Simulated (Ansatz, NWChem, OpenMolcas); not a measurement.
# A correction line for B3LYP/aug-cc-pVDZ: dipole moment

The dipole moment in D of 7 carbon molecules: x at B3LYP/aug-cc-pVDZ, y as measured (NIST CCCBDB). Shapes, held fixed at every level: PBE0-D4/def2-TZVP. Programs: Ansatz 0.2.0, NWChem 7.3.0, OpenMolcas 26.06. A level may come from different programs for different species; with the same settings they agree closely.

| molecule | x (D) | y (D) |
| --- | --- | --- |
| C2H2F2 (vinylidene fluoride) | 1.25 | 1.38 |
| CHBrF2 (bromodifluoromethane) | 1.38 | 1.50 |
| C2H3Br (vinyl bromide) | 1.45 | 1.42 |
| CH2Cl2 (dichloromethane) | 1.67 | 1.60 |
| CH2ClF (chlorofluoromethane) | 1.82 | 1.82 |
| CH2F2 (difluoromethane) | 1.92 | ? |
| C2H5F (SMILES CCF) | 1.93 | 1.96 |

Q: Fit y = c + s·x to the known rows and predict y for CH2F2.

A: 
1. Means of the 6 rows: x = 1.5833, y = 1.613.
2. Σ(Δx)² = 0.35393, Σ(Δx·Δy) = 0.29453, so the slope is 0.29453/0.35393 = 0.83217.
3. Intercept: 1.613 − (0.83217) × 1.5833 = 0.295. The largest residual of the fit is 0.085.
4. CH2F2: 0.295 + 0.83217 × 1.92 = 1.89 D.

The measured value is 1.97 D, so the prediction is off by -0.08 D, within the largest residual. Uncorrected, B3LYP/aug-cc-pVDZ misses it by -0.05 D, and the other rows by 0.06 on average. The line makes this one worse. Left out in turn, the other rows are missed by 0.08 D on average, worse than no correction. Relativity is left out for Br.

The error follows the halogen more than the size of the dipole. B3LYP falls short for every molecule whose only halogen is fluorine, and for CHBrF2, but overshoots for vinyl bromide and dichloromethane; CH2ClF, with one halogen of each kind, agrees with experiment. A single line in x cannot separate these groups. Its slope of 0.83217 largely reflects which molecules happen to lie at the low end, not a general scaling error, and it pulls CH2F2 down when a fluorine compound needs a shift upwards.

The dipole is a vector sum in which charge transfer towards the halogen is partly offset by lone-pair back-donation, and the balance changes from compact, strongly electronegative fluorine to the larger, more polarizable chlorine and bromine. A slight imbalance in how the functional describes these opposing contributions could produce errors of either sign, though vibrational averaging in the measured values may also contribute. The data therefore give no support for a common linear correction; a halogen-specific one is suggested, but would need more molecules of each kind to test.
